**Ionisation from charge +5 along the 5d row, W to Au**

OpenMolcas 26.06, CASSCF state-averaged over a 14000 cm⁻¹ window and SS-CASPT2 (IPEA shift 0.25 Ha, imaginary shift 0.1 Ha, 5s and 5p correlated), with RASSI spin-orbit coupling, DKH2, ANO-RCC-VDZP, active 5d shell and orbitals optimised for the ground spin. Ionisation energies of free 5d-row ions of charge +5, between the lowest computed levels of the two charge states.

| element | Z | level before | level after | CASSCF (eV) | SS-CASPT2 (eV) | spin-orbit share (eV) |
| --- | --- | --- | --- | --- | --- | --- |
| W | 74 | 2D3/2 | 1S0 | 63.83 | 64.16 | 0.75 |
| Re | 75 | 3F2 | 2D3/2 | 67.34 | 67.71 | 0.54 |
| Os | 76 | 4F3/2 | 3F2 | 69.22 | 69.57 | -0.47 |
| Ir | 77 | 5D0 | 4F3/2 | 72.16 | 72.58 | -0.40 |
| Pt | 78 | 6S5/2 | 5D0 | 74.98 | 75.43 | -1.24 |
| Au | 79 | 5D4 | 6S5/2 | 74.76 | 75.49 | 0.86 |

Levels are written $^{2S+1}L_J$. Each row removes one 5d electron, from $d^1$ in W to $d^6$ in Au. Both energy columns include spin-orbit coupling, and the spin-orbit share is the part of the SS-CASPT2 value that it adds, so SS-CASPT2 minus the share is the spin-orbit-free energy. The fits are printed after the text.

### 1. Which steps are large and which small?

Each added proton is only partly screened by the added d electron, so the shell is bound more tightly along the row. At SS-CASPT2 the energy rises at every step, by 11.33 eV in all, but unevenly. Re to Os gains only 1.86 eV and Pt to Au only 0.06 eV, against about 3 eV or more elsewhere. Two effects add to this pattern: repulsion within the d shell and spin-orbit coupling.

### 2. What does repulsion within the shell do?

Up to $d^5$ all spins are parallel, and the leaving electron gives up exchange with the others. The sixth electron has no parallel partner and shares an orbital, so it leaves more easily. The spin-orbit-free energies show this as a drop of 2.04 eV from Pt to Au. Counting parallel pairs alone gives a straight line from W to Pt, which misses the energies by up to 0.35 eV.

The line fails because repulsion also depends on which orbitals are occupied. With Racah parameters $A$, $B$, $C$, the Hund terms of $d^1$ to $d^6$ have repulsion energies

$$0,\; A-8B,\; 3A-15B,\; 6A-21B,\; 10A-35B,\; 15A-35B+7C .$$

Differencing neighbours, and absorbing $A$ and the nuclear charge into a constant slope $s$, gives the steps along the row:

$$s+8B,\quad s-B,\quad s-B,\quad s+8B,\quad s-14B-7C .$$

Theory thus asks for large, small, small, large, and the spin-orbit-free steps are 3.76, 2.87, 2.94 and 3.69 eV.

### 3. Does that model predict gold?

An offset, $s$ and $B$ fitted to W through Pt reproduce those five rows within 0.02 eV. Gold was left out to test the $C$ term. With the rough recalled ratio $C\approx4B$ the last step is

$$s-42B = 3.00-42\times0.091=-0.82\ \text{eV}.$$

The sign is right, but the computed drop is deeper by 1.22 eV. Fitting all six rows spreads the misfit, with residuals up to 0.13 eV, so the fitted $B$ is not a physical value. The miss may come from the rough ratio $C/B$, from parameters that change with element and charge, or from both; the table can't separate them.

### 4. Why is there no drop at gold in the SS-CASPT2 column?

Spin-orbit coupling lowers the ground level of each open-shell ion with $L>0$, and the share is the shift of the level after minus that of the level before. A Hund term splits as $\tfrac{\lambda}{2}[J(J+1)-L(L+1)-S(S+1)]$ with $\lambda=\pm\zeta/2S$, where $\zeta$ is the 5d spin-orbit constant. Below half filling $J=L-S$ and the shift is $-\zeta(L+1)/2$; above it $J=L+S$ and the shift is $-\zeta L/2$; $^6S$ does not shift. From W to Au the shares are then

$$+1.5\zeta,\; +0.5\zeta,\; 0,\; -0.5\zeta,\; -1.5\zeta,\; +1.0\zeta .$$

Platinum goes from unshifted $^6S_{5/2}$ to a lowered $^5D_0$, which makes ionisation cheaper. Gold goes from a lowered $^5D_4$ to $^6S_{5/2}$, which makes it dearer. The share swings from $-1.24$ to $+0.86$ eV, and these 2.10 eV just fill the exchange drop. With $\zeta$ linear in $Z$ fitted to W, Pt and Au only, Ir gets 0.73 eV, half of which gives a share near $-0.36$ eV, close to the table. This checks only that $\zeta$ varies smoothly: the first-order form itself seems to be built into the calculation for these rows (see the last question).

### 5. Why is the step from Re to Os so small?

First order with one $\zeta$ per element fails here: it misses the share of Re by $+0.25$ eV and that of Os by $-0.47$ eV. Both rows contain $d^2\,{}^3F_2$, as starting level in Re and final level in Os. An extra lowering of that level raises Re and lowers Os, squeezing the step from both sides. Theory supplies a partner, since $^1D_2$ has the same $J$ and couples to $^3F_2$.

Summing the shares along the ionisation ladders of the same calculations sizes this lowering. Taking $d^1$ and $d^3$ as first order and interpolating $\zeta$ between them leaves 0.33 eV extra in Re and 0.40 eV in Os. A second sign agrees: mixing depends on term spacings, which differ between CASSCF and SS-CASPT2, and the share changes between the two only in these rows, by about 0.03 eV.

Part of the squeeze belongs to the calculation, however. The $d^3$ ion, from which Os starts, got no such mixing here (see the last question), although $^2D_{3/2}$ terms can couple to its $^4F_{3/2}$ level. That missing lowering would raise Os and widen the step from Re, by an amount not computed here.

### 6. What changes at lower charge?

The exchange drop stays, and the compensation shrinks. For charges +2 to +4 the same calculations give a spin-orbit-free drop of about 2 eV from the $d^5$ to the $d^6$ ion. The spin-orbit swing is only 1.13 eV at +2 (Re to Os), so a net drop of 0.82 eV survives. Element and charge rise together in this comparison, and both are known to increase $\zeta$.

### 7. Which digits can be trusted?

SS-CASPT2 adds 0.33 to 0.45 eV to CASSCF from W to Pt and 0.73 eV at Au. The excess recurs for the $d^6$ ions at lower charges, as expected when a correlated electron pair is broken. The basis has a g function for W, Re and Os only, so the Os to Ir step carries a change whose size is not isolated. Even the tenths describe this calculation only: mixing of terms lowers the $d^2$ level by 0.33 to 0.40 eV in Re and Os, and ions with more d electrons lack such a lowering here.

The last step is $-0.22$ eV at CASSCF and $+0.06$ eV at SS-CASPT2, so its sign rests on a correlation correction from a small basis. The unchanged shares also indicate that $d^3$ to $d^6$ got first-order shifts only, though real ions mix terms. The likely cause is the energy window for included states: in the same calculations the $d^2$ ion of Pt also loses its extra lowering, as if its partner term had fallen outside the window. Mixing in $d^4$ or $d^6$ would raise the step and mixing in $d^5$ would lower it. Whether gold ends above or below platinum once those terms enter remains open.

Numerical output:

```
Rows: W Re Os Ir Pt Au ; all energies in eV
Rounding: 0.005 per entry, 0.01 per step, 0.02 per step of PT2 minus share
Rise W to Au, PT2: 11.33, mean step 2.27
Steps CASSCF        +3.51 +1.88 +2.94 +2.82 -0.22
Steps PT2           +3.55 +1.86 +3.01 +2.85 +0.06
Steps share         -0.21 -1.01 +0.07 -0.84 +2.10
Steps PT2 no SO     +3.76 +2.87 +2.94 +3.69 -2.04
Steps CASSCF no SO  +3.75 +2.84 +2.89 +3.66 -2.32
PT2 without SO: 63.41 67.17 70.04 72.98 76.67 74.63
PT2 - CASSCF: +0.33 +0.37 +0.35 +0.42 +0.45 +0.73 ; Au excess over mean of others 0.35
-- PT2 without spin-orbit
Racah fit W-Pt (Au held out): a 63.42 s 3.00 B 0.091; residuals -0.01 +0.02 -0.01 +0.02 -0.01
  Au with C=4B: 75.85, computed 74.63, miss -1.22; C/B needed 5.9
Racah all rows, C=4B: s 2.92 B 0.119; residuals +0.03 -0.08 -0.01 +0.13 -0.05 -0.02
Pair counting (line W-Pt): slope 3.23; residuals -0.18 +0.35 -0.01 -0.31 +0.15
  Au lies 5.12 below that line
-- CASSCF without spin-orbit
Racah fit W-Pt (Au held out): a 63.10 s 2.96 B 0.093; residuals -0.02 +0.02 -0.00 +0.02 -0.02
  Au with C=4B: 75.28, computed 73.90, miss -1.38; C/B needed 6.1
Racah all rows, C=4B: s 2.87 B 0.124; residuals +0.02 -0.09 +0.00 +0.15 -0.06 -0.02
Pair counting (line W-Pt): slope 3.20; residuals -0.19 +0.36 -0.00 -0.31 +0.14
  Au lies 5.37 below that line
-- spin-orbit share
First-order coefficients (units of zeta): +1.5 +0.5 +0.0 -0.5 -1.5 +1.0
zeta from W5+, Pt6+, Au5+: +0.50 +0.83 +0.86
zeta linear in Z: +0.50 +0.58 +0.65 +0.73 +0.80 +0.88
First-order share: +0.76 +0.29 +0.00 -0.36 -1.21 +0.88
Table minus first order: -0.01 +0.25 -0.47 -0.04 -0.03 -0.02
Share at CASSCF: +0.76 +0.51 -0.45 -0.40 -1.24 +0.86
PT2 share minus CASSCF share: -0.01 +0.03 -0.02 +0.00 -0.00 +0.00 (rounding 0.01)
Re level shifts d1 -0.92 d2 -1.46 d3 -1.03; zeta d1 0.61 d3 0.51, d2 interpolated 0.56
  extra lowering of d2 -0.33; share +0.54 = first order +0.21, extra +0.33
Os level shifts d1 -1.06 d2 -1.74 d3 -1.27; zeta d1 0.71 d3 0.64, d2 interpolated 0.67
  extra lowering of d2 -0.40; share -0.47 = first order -0.07, extra -0.40
-- change from the d5 ion to the d6 ion, charges +2 +3 +4 +5
PT2 no SO: -1.95 -2.01 -2.17 -2.04 ; PT2 with SO: -0.82 -0.56 -0.44 +0.06
Spin-orbit swing: +1.13 +1.45 +1.73 +2.10 ; CASSCF with SO: -1.23 -1.06 -0.84 -0.22
PT2 - CASSCF, d5 ions: +0.53 +0.51 +0.51 +0.45 ; d6 ions: +0.94 +1.01 +0.91 +0.73
```
